At −4.78 eV, well down among the filled states of barium titanate, the calculation places 0.85 of 3.66 states per electronvolt on titanium d orbitals. That looks wrong. The compound is counted as Ba²⁺, Ti⁴⁺ and three O²⁻, and a Ti⁴⁺ ion has no d electrons. Yet almost a quarter of the density in this row belongs to the shell that should be empty.

Density of states of tetragonal BaTiO3 (P4mm, 5-atom cell, not relaxed), from Ansatz 0.2.0 with r2SCAN, PAW plane waves (500 eV cutoff), scalar-relativistic, without spin polarization, on a 7×7×7 k-mesh with Fermi-Dirac smearing of 0.0319 eV. Values are tetrahedron-method means over 0.50 eV bins; projections are summed over all atoms of an element.

| bin centre from the Fermi level (eV) | total (states/eV/cell) | on O p (states/eV/cell) | on Ba p (states/eV/cell) | on Ti d (states/eV/cell) | on O s (states/eV/cell) |
| --- | --- | --- | --- | --- | --- |
| -11.78 | 1.14 | 0.11 | 0.98 | 0.03 | 0.01 |
| -11.28 | 7.56 | 0.45 | 6.87 | 0.08 | 0.15 |
| -10.78 | 3.29 | 0.07 | 3.09 | 0.02 | 0.10 |
| -10.28 | 0.00 | 0.00 | 0.00 | 0.00 | 0.00 |
| -9.78 | 0.00 | 0.00 | 0.00 | 0.00 | 0.00 |
| -9.28 | 0.00 | 0.00 | 0.00 | 0.00 | 0.00 |
| -8.78 | 0.00 | 0.00 | 0.00 | 0.00 | 0.00 |
| -8.28 | 0.00 | 0.00 | 0.00 | 0.00 | 0.00 |
| -7.78 | 0.00 | 0.00 | 0.00 | 0.00 | 0.00 |
| -7.28 | 0.00 | 0.00 | 0.00 | 0.00 | 0.00 |
| -6.78 | 0.00 | 0.00 | 0.00 | 0.00 | 0.00 |
| -6.28 | 0.00 | 0.00 | 0.00 | 0.00 | 0.00 |
| -5.78 | 0.05 | 0.04 | 0.00 | 0.00 | 0.00 |
| -5.28 | 2.74 | 1.99 | 0.01 | 0.43 | 0.01 |
| -4.78 | 3.66 | 2.58 | 0.03 | 0.85 | 0.02 |
| -4.28 | 4.02 | 3.04 | 0.07 | 0.69 | 0.03 |
| -3.77 | 6.49 | 5.14 | 0.25 | 0.84 | 0.02 |
| -3.27 | 4.07 | 3.17 | 0.18 | 0.60 | 0.01 |
| -2.77 | 2.84 | 2.46 | 0.04 | 0.20 | 0.02 |
| -2.27 | 4.72 | 4.33 | 0.08 | 0.15 | 0.02 |
| -1.77 | 5.90 | 5.48 | 0.12 | 0.15 | 0.02 |
| -1.27 | 1.51 | 1.46 | 0.01 | 0.01 | 0.00 |
| -0.78 | 0.00 | 0.00 | 0.00 | 0.00 | 0.00 |
| -0.28 | 0.00 | 0.00 | 0.00 | 0.00 | 0.00 |
| 0.23 | 0.00 | 0.00 | 0.00 | 0.00 | 0.00 |
| 0.72 | 0.00 | 0.00 | 0.00 | 0.00 | 0.00 |
| 1.23 | 0.13 | 0.01 | 0.00 | 0.12 | 0.00 |
| 1.73 | 1.54 | 0.15 | 0.00 | 1.35 | 0.00 |
| 2.23 | 2.38 | 0.35 | 0.00 | 1.96 | 0.01 |
| 2.73 | 5.08 | 0.95 | 0.00 | 3.94 | 0.01 |

Each entry is a density, so in the filled rows multiplying it by the bin width of 0.5 eV gives a number of electrons. Summed from −5.78 to −1.27 eV, the column "on Ti d" holds about two electrons, which invites the reading that titanium is a d² ion. But these rows hold 18 electrons in all, as many as the closed p shells of three oxide ions, and O p outweighs Ti d in every one of them. The two electrons have no titanium levels of their own. They are the titanium part of states that are mainly oxygen, and how large this part comes out depends somewhat on the atomic orbitals used for the projection.

Two limits frame what follows. If oxygen and titanium orbitals did not couple, all 18 electrons would sit on oxygen and the d shell would be empty, as the ionic formula says. If the coupling were far stronger than the distance between the two levels, each bonding state would be shared half and half. With one such state for each of the five d orbitals, that would put about five electrons on titanium. The table, with two, lies between these limits, somewhat nearer to the ionic one.

### From −11.78 to −6.28 eV: barium, then nothing

The first three rows hold six electrons, nearly all on Ba p. This is the closed 5p shell of the barium ion, and it stays close to the ionic limit, with only about 0.3 electrons of O p mixed in. Two things keep the mixing small: the block lies about 8 eV below the centre of the oxygen p band, and the shortest contacts between barium and oxygen are long, at 2.8 Å. Spin-orbit coupling is left out here. It would split this shell by very roughly 2 eV, a recalled size, so the shape of the block should not be compared with a photoemission spectrum.

The small exchange between barium and oxygen also differs in kind from the one between titanium and oxygen. Here both partners are filled. Mixing pushes one level down and the other up, electrons occupy both, and the gain and the loss nearly cancel. The same holds for the weak Ba p weight inside the oxygen band, which is largest at −3.77 eV. A filled level gains from mixing only if its partner has room for electrons, and the titanium d shell has.

### From −5.78 to −3.27 eV: bonding states

Take one oxygen p level at energy $E_p$ and one titanium d level at $E_d$ above it, joined by a coupling $V$. A mixed state with amplitude $a$ on oxygen and $b$ on titanium obeys

$$(E_p-E)\,a+V\,b=0,\qquad V\,a+(E_d-E)\,b=0 .$$

The first equation gives $b/a=(E-E_p)/V$ and the second gives $b/a=V/(E-E_d)$. Multiplying the two removes the coupling, and the titanium share becomes

$$w_d=\frac{b^2}{a^2+b^2}=\frac{E-E_p}{(E-E_p)+(E-E_d)} .$$

The limits show what this means. A state that still sits at $E_p$ has felt no coupling and is pure oxygen. The further it has been pushed below $E_p$, the more titanium it contains, up to one half. Depth below the uncoupled level is thus a measure of mixing.

In a crystal the coupling runs through a whole range of values. A d orbital looks the same from opposite sides of the titanium atom, whereas a p orbital changes sign. For a wave that repeats identically from cell to cell, the overlaps with the oxygens on the two sides therefore cancel in the undistorted cubic crystal. For a wave that changes sign from one cell to the next, they add. The states are spread in energy partly because they feel different amounts of coupling.

The row that looked wrong can now be estimated. For $E_p$ take the mean energy of the filled O p weight over the ten rows of the oxygen band, −3.17 eV. This mean includes states that bonding has already pushed down, so it probably lies somewhat below the true uncoupled level. For $E_d$ take the lowest empty state, at 1.13 eV. The state at −4.78 eV then lies 4.78 − 3.17 = 1.61 eV below the p level and 4.78 + 1.13 = 5.91 eV below the d level, so that

$$w_d=\frac{1.61}{1.61+5.91}=0.21 .$$

The table gives 0.85/(0.85 + 2.58) = 0.25 when only O p and Ti d are counted. A quarter of titanium is therefore about what a bonding state at this depth should carry. The row is itself one of the ten behind the mean, so this is a check of size and not an independent test. Placing $E_p$ at the top of the oxygen band instead would give 0.38, which is too much.

The filled weight is also distributed among the d orbitals in the way that bonding suggests. The two that point at the oxygen neighbours hold 0.44 electrons each, and the three that point between them hold 0.38 on average. Head-on overlap is stronger than sideways overlap, which favours the first pair. The difference is modest, however. A likely reason is that the first pair also lies higher in energy, farther from the oxygen p levels, though the calculation doesn't separate the two effects.

Two rows of this stretch break the simple order. At −3.77 eV the titanium share dips to 13%, below the 15% of the shallower row at −3.27 eV, although the row holds as much Ti d as the one at −4.78 eV. What has changed is O p, which has doubled: many weakly coupled oxygen states fall into the same bin and dilute the bonding ones. At −3.27 eV, close to the assumed $E_p$, the formula fails outright: it predicts 2%, and the table has 16% when only O p and Ti d are counted. Dilution can't explain this, since it lowers the titanium share. The likely cause is that the formula knows only one oxygen level. In the crystal, coupling between oxygens spreads these levels, and bonding states that start from the higher ones can end up in this row.

The other irregular row is −5.28 eV, near the bottom of the band. Its states lie deeper than those at −4.78 eV, yet their titanium d share falls from 23% to 16%. Two reasons are likely, though the table can't separate them. The d orbitals that point at oxygen lie above the conduction edge used for $E_d$, and by the formula a more distant partner leaves a smaller share at the same depth. Overlap between neighbouring oxygens and mixing with the s orbitals of titanium and barium may also help to hold these states down. In favour of the s orbitals, 11% of the density in this row belongs to none of the listed orbitals, more than twice the portion in any row from −4.78 eV up to the band top.

### From −2.77 to −1.27 eV: oxygen without a partner

In the upper part of the band the titanium share drops to 7% and then fades to below 1%. The reason is a matter of counting. Three oxygen atoms bring nine p orbitals per cell, and titanium has only five d orbitals to offer. For any given wave, at most five combinations of the nine can couple to the d shell, so at least four are left without a partner.

Four such combinations hold eight electrons. The four rows from −2.77 eV upwards hold 7.5, and only about an eighth of the Ti d weight of the oxygen band lies in them. The agreement should not be pressed, because the line was drawn by eye at the dip in the total density, and coupling between oxygens spreads the partnerless states over some range of energy. The order is firm all the same: each of these four rows has a smaller titanium share than any row from −5.28 to −3.27 eV. Bonding has pulled the coupled states down, and what remains on top is mostly uncoupled.

### From −0.78 to 0.72 eV: the gap

Four rows are empty, and the zero of energy is merely a point inside the gap. The filled states end at −1.21 eV and the empty ones begin at 1.13 eV, so the rows at −1.27 and 1.23 eV lie partly in the gap. Part of their low density comes from averaging over a stretch with no states. The rest is the usual slow start of a band at its edge, whose fine shape the mesh does not resolve.

These edges decide where added charge goes first. In barium titanate doped for capacitors or thermistors, an electron from a donor would enter states that are about nine tenths Ti d, and a hole would enter states that are almost purely O p. This follows from the bands of the perfect crystal. Whether the charge then stays mobile or is trapped by a local distortion is a separate matter.

The gap of 2.3 eV is smaller than the measured one, which is roughly 3 eV as a recalled value. The mesh leaves out the zone boundary, so a finer one might make the computed gap smaller still. The cell is slightly strained and lattice vibrations are left out, but semilocal functionals such as this one are also known to make gaps of this kind too small. That bears on the mixing as well. For weak coupling the titanium share of a bonding state goes as $V^2/(E_d-E_p)^2$, so levels that lie too close together would exaggerate the covalency.

### From 1.23 to 2.73 eV: the other half of the bond

Each bonding state pushed down has an antibonding counterpart pushed up, and the roles are exchanged: titanium dominates and oxygen is the admixture. The lowest empty state belongs to the wave that repeats identically in every cell, for which the coupling nearly cancels. Titanium sits off-centre, with one oxygen at 1.86 Å and the opposite one at 2.13 Å, so for d orbitals that reach along this line the cancellation is not perfect. For $d_{xy}$, which lies across it, symmetry keeps the cancellation exact, and this orbital is expected to form the lowest state. The row at 1.23 eV is accordingly almost entirely Ti d.

Higher up, the coupling is stronger and the oxygen share must grow. Counting O p and Ti d alone, it rises from 10% at 1.73 eV to 19% at 2.73 eV. The formula, with the same two levels as before, gives 11% and 21%. These rows played no part in fixing either level, so they test the picture better than the filled ones do. The close match does depend on placing $E_p$ at the centre of the oxygen band; with $E_p$ at the band top the share still rises, but from 17% to 29%. The true uncoupled level probably lies between these two choices, so the closeness of the match is partly luck, while the rise itself is not.

The formula also has an easier task here, because the partnerless oxygen states, which dilute the filled rows, all lie below the gap. It also shows what to expect of a related oxide with an empty d shell. If the d level lies higher and the coupling is the same, the filled band contains less metal and the empty band less oxygen. If the coupling is stronger, both admixtures grow together, since they are two sides of the same bond.
